Stretch an N–H bond in an aminosilane and the closed-shell Hartree–Fock energy (RHF) goes wrong by about half an electronvolt at the normal bond length, by a little over 1 eV at one and a half times that length, and by more than 4 eV at nearly three times. These errors are counted from a CASSCF calculation with two electrons in two orbitals, which lets the bond break into two radicals. From the bond length alone, a rule with three constants gives the error to about 6 %, and to 11 % at worst.

PySCF 2.14.0: RHF, broken-symmetry UHF and CASSCF with two electrons in two orbitals, basis 6-31G(d), for neutral singlet 1-aminosilacyclobutane (C3H9NSi). One N–H bond is stretched with the rest of the GFN2-xTB geometry held rigid. Spin squared is from UHF, the weak orbital occupation from the CASSCF natural orbitals.

```
bond length (Å)  CASSCF energy over its lowest point (eV)  RHF energy over CASSCF (eV)  UHF energy under RHF (eV)  spin squared  first weak orbital occupation
          0.940                                     0.162                        0.422                      0.000         0.000                          0.013
          1.020                                     0.000                        0.486                      0.000         0.000                          0.018
          1.120                                     0.180                        0.575                      0.000         0.000                          0.025
          1.220                                     0.581                        0.676                      0.000         0.000                          0.036
          1.380                                     1.384                        0.869                      0.000         0.000                          0.063
          1.580                                     2.358                        1.178                      0.098         0.298                          0.117
          1.840                                     3.323                        1.711                      0.983         0.758                          0.237
          2.240                                     4.053                        2.794                      2.660         0.960                          0.523
          2.860                                     4.241                        4.417                      4.502         1.002                          0.837
```

What happens

RHF puts both electrons of the N–H bond into one orbital. At the normal bond length that is a good first picture, because the bonding orbital spreads over both atoms and the two electrons share it. Even there they would rather avoid each other, one being near nitrogen while the other is near hydrogen. RHF leaves this out, and the RHF energy over CASSCF is already 0.486 eV at 1.02 Å.

As the bond lengthens, the same restriction does far more harm. Two electrons in one shared orbital are often found on the same atom, so the wavefunction keeps a large share of ion pairs. Close together, the ions cost little and the bonding energy pays for them. Far apart, the bonding energy has gone but the ion pairs are still there, although the bond should break into two neutral radicals.

CASSCF removes the ion pairs by mixing in a second configuration, with both electrons in the antibonding orbital. How much it needs is seen in the first weak orbital occupation, called n here: the number of electrons in the emptier of the two orbitals. It climbs from 0.013 at the shortest bond to 0.837 at the longest. A full pair of radicals would have n = 1, so the last row is close to that state but has not reached it.

Why a simple rule works

Only two energies matter. D is the price of moving the pair from the bonding to the antibonding orbital. K is the coupling between the two configurations and comes from the repulsion of the two electrons. If the antibonding configuration enters with amplitude t relative to the bonding one, the two-by-two problem gives

1/t − t = D/K
energy gained = K t
n = 2t² / (1 + t²)

When D is much larger than K, t is small and RHF is nearly right. When D vanishes, t goes to 1 and RHF is wrong by the whole of K.

This algebra is built into a CASSCF with two electrons in two orbitals, so the table cannot test it. What the table can test is how D/K and K change with bond length. Working back from n to D/K shows a nearly exponential fall, from about 12 at the shortest bond to about one third at the longest.

Theory leads one to expect a fall of this kind. The splitting between bonding and antibonding orbital depends on the overlap of the two atomic orbitals, and the tails of those orbitals fade exponentially. D/K halves for every 0.37 Å of stretch. The amplitude of a hydrogen 1s orbital halves over the same distance, which makes the number easy to remember. The match is an aid to memory and not a derivation: the overlap of two such orbitals fades more slowly than the amplitude of one, and the nitrogen orbital also has a say.

The coupling, as far as the table shows it, hardly moves. Dividing the RHF error by t gives an effective K between 4.7 and 5.2 eV in every row. It is called effective because RHF chooses its own best orbital and so recovers part of the loss, which the simple formula ignores. The bare K was not computed. It cannot lie below the effective value and is expected to grow at long bonds, where RHF also recovers more, so part of the constancy is probably a cancellation.

The rule

Let x be the stretch beyond 1.02 Å, the lowest point of the CASSCF scan. Then

D/K = 10.5 / 2^(x / 0.37 Å)
t = [√((D/K)² + 4) − D/K] / 2
RHF error = 5 eV × t

The constants come from the five shortest bonds only. The first two are from a straight-line least-squares fit of the logarithm of D/K against bond length, and the 5 eV is the mean effective K of the same rows. All three were then rounded. The four longer bonds had no part in setting them.

Two estimates worked by hand

Take first a mild stretch, to 1.22 Å, which is one of the rows used for the constants. The stretch is 0.20 Å, or 0.54 halvings.

D/K = 10.5 / 2^0.54 = 7.2
t = [√(7.2² + 4) − 7.2] / 2 = 0.136
RHF error = 5 eV × 0.136 = 0.68 eV

The table has 0.676 eV. The weak occupation comes out as 0.036, as in the table. So few electrons in the antibonding orbital look harmless, yet the energy error is more than half an electronvolt. The reason is that the energy follows the amplitude t, whereas the occupation follows its square.

Now take 1.84 Å, which was not used for the constants and turns out to be the worst row for the rule. The stretch is 0.82 Å, or 2.2 halvings.

D/K = 10.5 / 2^2.2 = 2.3
t = [√(2.3² + 4) − 2.3] / 2 = 0.37
RHF error = 5 eV × 0.37 = 1.9 eV

The table has 1.711 eV, so the estimate is 11 % too high. Most of this miss comes from K, whose effective value is lowest at this bond length. The picture is still right: the bond is well on its way to breaking, and RHF is wrong by about 1.7 eV.

How good the rule is

Over the nine rows the typical (rms) miss is 6 % of the RHF error. The weak occupation is met within 6 % in every row, although it grows more than sixtyfold along the series. The exponential fall of D/K, set on bonds up to 1.38 Å, thus carries over to bonds twice as long.

That success does not prove the mechanism. A parabola in the bond length, fitted to the RHF error of the same five rows, also has three constants. It predicts the four longer bonds about as well, with a typical miss of 0.19 eV against 0.17 eV for the rule. What the parabola cannot give is the weak occupation, or the point where the closed-shell solution becomes unstable.

Where the electrons part company

Unrestricted Hartree–Fock (UHF) may give the two electrons different orbitals, one leaning towards nitrogen and the other towards hydrogen. This saves repulsion but costs bonding energy. If the two atoms are treated as equal partners, and the repulsion of two electrons is taken to be the same whichever of the two orbitals they occupy, the saving wins once D/K drops below 4. The rule reaches that value at about 1.54 Å. The table brackets this value: UHF and RHF coincide up to 1.38 Å and differ at 1.58 Å. At 1.58 Å, however, the same model lets UHF gain only 0.032 eV, a third of the computed 0.098 eV, so the real onset probably comes somewhat earlier and 1.54 Å is a late estimate.

This onset, the Coulson–Fischer point, is easily misread. A UHF energy equal to RHF does not mean that RHF is safe. At 1.38 Å the two coincide, and yet both lie 0.869 eV above CASSCF. UHF responds only when the closed-shell solution becomes unstable, whereas the error has been growing all along.

Beyond the onset, UHF gains energy at the price of a pure spin state. Spin squared should be 0 for a singlet and rises to about 1 at the longest bond, which marks a roughly equal mixture of singlet and triplet. The energy there is reasonable for two separate radicals, but the wavefunction is no longer that of a singlet.

Where the rule stops

The rule levels off at 5 eV, because t cannot exceed 1. The table shows no such levelling. In the last step the effective K rises from 4.7 to 5.2 eV, and the rule changes from too high to too low. A likely cause is that the ions kept by RHF attract each other less as they move apart, so that each ion pair costs more. The nitrogen orbital is also expected to turn from the bond axis towards the lone-pair direction as the radical forms, which a picture of two fixed atomic orbitals leaves out. The rule should therefore not be carried past the longest bond of the table.

At that same bond length UHF lies 0.085 eV below CASSCF. The two-orbital model used here cannot produce this order, because in it the singlet found by CASSCF lies below the triplet that UHF mixes in. UHF, however, can also adjust the spins of all the other electrons, which this CASSCF keeps paired. The table shows that it does so: one electron pair alone cannot bring spin squared above 1, and the value here is 1.002. The energy gained in this way is the likely cause, though it was not computed separately.

The reference has limits too. With one active pair, CASSCF leaves out most of the fast, short-range avoidance among the electrons. The rest of the molecule was also held rigid, and the CASSCF energy still rises by about 0.2 eV in the last step. The rule thus corrects RHF to the level of this CASSCF, and the end of the curve is not a bond energy.

What to do about it

For an energy difference between two bond lengths, take the difference of the two errors. Between 1.02 and 2.86 Å the rule gives 4.23 − 0.47 = 3.8 eV of false climb, and the table gives 4.417 − 0.486 = 3.9 eV. CASSCF itself rises by 4.2 eV over this range, so RHF nearly doubles the cost of pulling the hydrogen atom off.

If the weak occupation of this bond is known, say from a published CASSCF of the same size, the distance law can be skipped. Take t = √(n / (2 − n)) from the weak occupation and multiply by 5 eV. This meets the RHF error within about 7 % in every row, and it shows at a glance how far the bond has opened.

For another bond the constants must be set anew, but the reasoning carries over. More diffuse orbitals keep their overlap over a longer stretch, so D/K should fall more slowly with distance. The number to watch is the ratio of orbital splitting to repulsion, and the bond length matters mainly because it controls that ratio.

When the question is whether this molecule loses a hydrogen atom by splitting the N–H bond into radicals, a closed-shell Hartree–Fock curve makes the loss look far too costly. A method that can describe two separate radicals is needed well before the bond has doubled its length.
